The filled valence levels listed here for a tin crystal can be worked out by hand to about 0.1 eV, and to 0.2 eV at worst. The estimate treats the outer electrons as plane waves that the lattice disturbs only weakly. It needs the level at the bottom of the valence band and three numbers for the strength of the disturbance, all four taken from the table itself. The other levels then test the estimate.

Energy levels of tin (I4/mmm, one atom per primitive cell, a = 4.058 Å, c = 3.321 Å, fixed Materials Project cell), from Ansatz 0.2.0 with all-electron LAPW, PBEsol, scalar-relativistic, no spin polarisation, 16×16×16 k-points and 0.05 eV Fermi-Dirac smearing. Energies are relative to the Fermi energy; band -1 is the highest filled level at each k-point, degenerate levels repeated.

```csv
k-point,k in reciprocal vectors,band -4 (eV),band -3 (eV),band -2 (eV),band -1 (eV)
GAMMA,0 0 0,-21.40,-21.40,-21.29,-11.06
X,0 0 0.5,-21.33,-21.24,-7.29,-4.69
M,-0.5 0.5 0.5,-21.23,-3.43,-1.57,-1.57
Z,0.4175 0.4175 -0.4175,-3.40,-1.14,-1.14,-0.01
Z0,-0.4175 0.5825 0.4175,-3.40,-1.14,-1.14,-0.01
P,0.25 0.25 0.25,-4.90,-2.16,-0.91,-0.91
```

The picture works because an outer electron is attracted by the tin ion but kept out of the states that the core electrons fill. The two effects nearly cancel, and what remains is a weak effective potential. A free electron's energy grows with the square of its wave vector. In a crystal, a state at $k$ may contain any plane wave $k+G$, where $G$ is a reciprocal lattice vector, and the lowest levels come from the waves with the shortest vectors $k+G$. Below, the length of a wave means the length of this vector, not the wavelength.

To find them, write a wave as $(x,y,z)$, in units of $2\pi/a$, $2\pi/a$ and $2\pi/c$. The three numbers $k_1,k_2,k_3$ in the table give $x=k_2+k_3$, $y=k_1+k_3$ and $z=k_1+k_2$. One may then add any three integers whose sum is even. The shortest waves that result share the energy

$$E_c=-11.06+9.98\,(x^2+y^2)+14.9\,z^2\ \text{eV}.$$

The first number is the computed level at GAMMA, where the shortest wave has zero length. The other two are the free-electron energies $\hbar^2(2\pi/a)^2/2m$ and $\hbar^2(2\pi/c)^2/2m$, with $m$ the electron mass, stretched so that four electrons per atom fill the band exactly up to the Fermi energy, the zero of the table. Free electrons of this density would fill a width of 10.12 eV, so the stretch is $11.06/10.12$, or about 9 per cent. Without it, the centre of the four levels at P comes out 0.9 eV too low. Coupling to longer waves may be part of the reason for the stretch, but this was not tested.

At every listed point except GAMMA, several waves tie for the shortest length, because these points lie on the boundary of the Brillouin zone. There the lattice potential matters most. At a general point there is no exact tie, and two waves of similar energy are treated like the two unequal levels at Z below. The lattice potential couples two waves through its component $V$ for the vector by which they differ. Two tied waves form a sum and a difference: one gathers charge on the atoms, the other between them. Their energies are $E_c+V$ and $E_c-V$, so a negative $V$ favours the charge on the atoms.

Three such strengths are enough here. The splittings at P give $V_{110}=-1.31$ eV and a size of 0.69 eV for $V_{101}$, whose sign does not affect these levels. The pair of equal levels at M gives $V_{200}=+0.49$ eV. Here the sizes fall as the vector gets longer, but this is no general rule: such a potential can change sign with length, and its size then passes through zero and grows again.

X is the easiest point to work out, and it took no part in setting the numbers. Its two shortest waves are $(\tfrac12,\tfrac12,0)$ and $(-\tfrac12,-\tfrac12,0)$, which differ by $(1,1,0)$. The centre is $-11.06+9.98/2=-6.07$ eV, and the levels lie 1.31 eV below and above it, at $-7.38$ and $-4.76$ eV. The calculation gives $-7.29$ and $-4.69$ eV, so a strength found at P carries over to another point.

Z, which also took no part in setting the numbers, is harder because five waves tie. One points along $c$, with $z=0.835$, and four point mainly sideways: $(\pm1,0,-0.165)$ and $(0,\pm1,-0.165)$. Their common centre is $-11.06+14.9\times0.835^2=-0.67$ eV. Two combinations contain only opposite sideways waves with opposite signs, like $p$ orbitals in the plane. They lie at $E_c-V_{200}=-1.16$ eV, against $-1.14$ eV computed.

The four sideways waves can also add in phase. Each is then coupled to two neighbours, which lowers the energy, and to one opposite wave, which raises it. This gives

$$E_c+2V_{110}+V_{200}=-0.67-2.62+0.49=-2.80\ \text{eV}.$$

This combination couples to the wave along $c$, still at $-0.67$ eV, with strength $2V_{101}$, or 1.37 eV in size. Two coupled levels move apart about their mean:

$$-1.74\pm\sqrt{1.07^2+1.37^2}=-1.74\pm1.74\ \text{eV}.$$

The results, $-3.48$ and 0.00 eV, compare with $-3.40$ and $-0.01$ eV computed. The last combination, with alternating signs, is pushed up to $-0.67+2.62+0.49=2.44$ eV and stays empty. Five waves therefore leave four filled levels.

This counting also explains how to read the columns. Band $-1$ is the highest filled level at each point, not one band followed through the crystal. At GAMMA it is the only valence level below the Fermi energy, while at Z it is the fourth. Its climb from $-11.06$ to $-0.01$ eV is therefore not the width of a single band. Z0 is equivalent to Z by symmetry and adds no separate evidence.

The largest error, 0.2 eV, is in the lower valence level at M. Including the next two waves there, with their mutual coupling set to zero, moves the estimate from $-3.21$ to $-3.71$ eV, while the computed level is $-3.43$ eV. The longer recipe overshoots in the other direction. The three strengths are thus effective values for tied waves, not exact components of the potential. The printed analysis after this text lists the estimates and errors point by point.

The first limit is the type of electron. The levels near $-21$ eV belong to the 4d shell, which is held tightly at each atom. Those listed differ by only 0.17 eV, whereas the plane-wave centre rises by 9.98 eV from GAMMA to M. In this calculation the shell lies about 10 eV below the valence band, and in real tin it lies deeper still, so it can be set aside. In copper the d levels lie within the range of the outer band and mix with it, so plane waves alone would not do.

The second limit is energy. At GAMMA the next waves have their centre at 8.9 eV, but the lowest empty level of the same calculation is at 6.7 eV. The three strengths do not settle this difference: the four tied waves there are also coupled through the vector $(2,2,0)$, whose strength was not determined, and other waves lie not far above. The stretch was set by the filled band and may not hold at this energy either. The estimate was checked only for filled levels at the listed points.

The last limit concerns fine detail. The agreement is with a density-functional calculation without spin-orbit coupling, which in real tin would split the equal pairs at M, Z and P, and the 4d shell by roughly 1 eV. The top level at Z is so close to the Fermi energy that an error of 0.1 eV decides whether it counts as filled. The numbers also belong to this fixed cell, which is not that of ordinary white tin. For another cell, the level at GAMMA must be known, the lengths of the wave vectors and the stretch worked out anew, and the three strengths checked.

Output of the analysis:

```
free-electron Fermi energy for 4 electrons per atom, eV: 10.12
stretch, computed valence width over free-electron value: 1.092
stretched in-plane coefficient, eV: 9.979
stretched coefficient along c, eV: 14.9
V110 from P, eV: -1.31
V101 from P (sign not fixed), eV: -0.685
V200 from the doublet at M, eV: 0.4888
size of V110 from X alone, eV: 1.3
rule, eV (4d levels left out):
    row   centre  band -4  band -3  band -2    band -1
  GAMMA   -11.06      n/a      n/a      n/a     -11.06
      X   -6.071      n/a      n/a   -7.381     -4.761
      M   -1.081      n/a   -3.212    -1.57      -1.57
      Z  -0.6719   -3.473   -1.161   -1.161  -0.001824
     Z0  -0.6756   -3.477   -1.164   -1.164  -0.005527
      P   -2.346   -5.026   -2.286   -1.036     -1.036
rule less computed, eV:
    row   band -4   band -3   band -2   band -1
  GAMMA       n/a       n/a       n/a         0
      X       n/a       n/a  -0.09059  -0.07059
      M       n/a    0.2176         0         0
      Z  -0.07307  -0.02066  -0.02066  0.008176
     Z0  -0.07678  -0.02437  -0.02437  0.004473
      P   -0.1258   -0.1258   -0.1258   -0.1258
mean size of miss, 9 distinct levels not fitted directly at X M Z P, eV: 0.09534
unstretched centre less computed mean at X, eV: -0.503
unstretched centre less computed mean at P, eV: -0.8636
lowest M level with the next two waves added, eV: -3.71
lowest empty level at GAMMA, computed, eV: 6.741
centre of the next waves at GAMMA by the rule, eV: 8.898
spread of the 4d levels listed, eV: 0.17
```
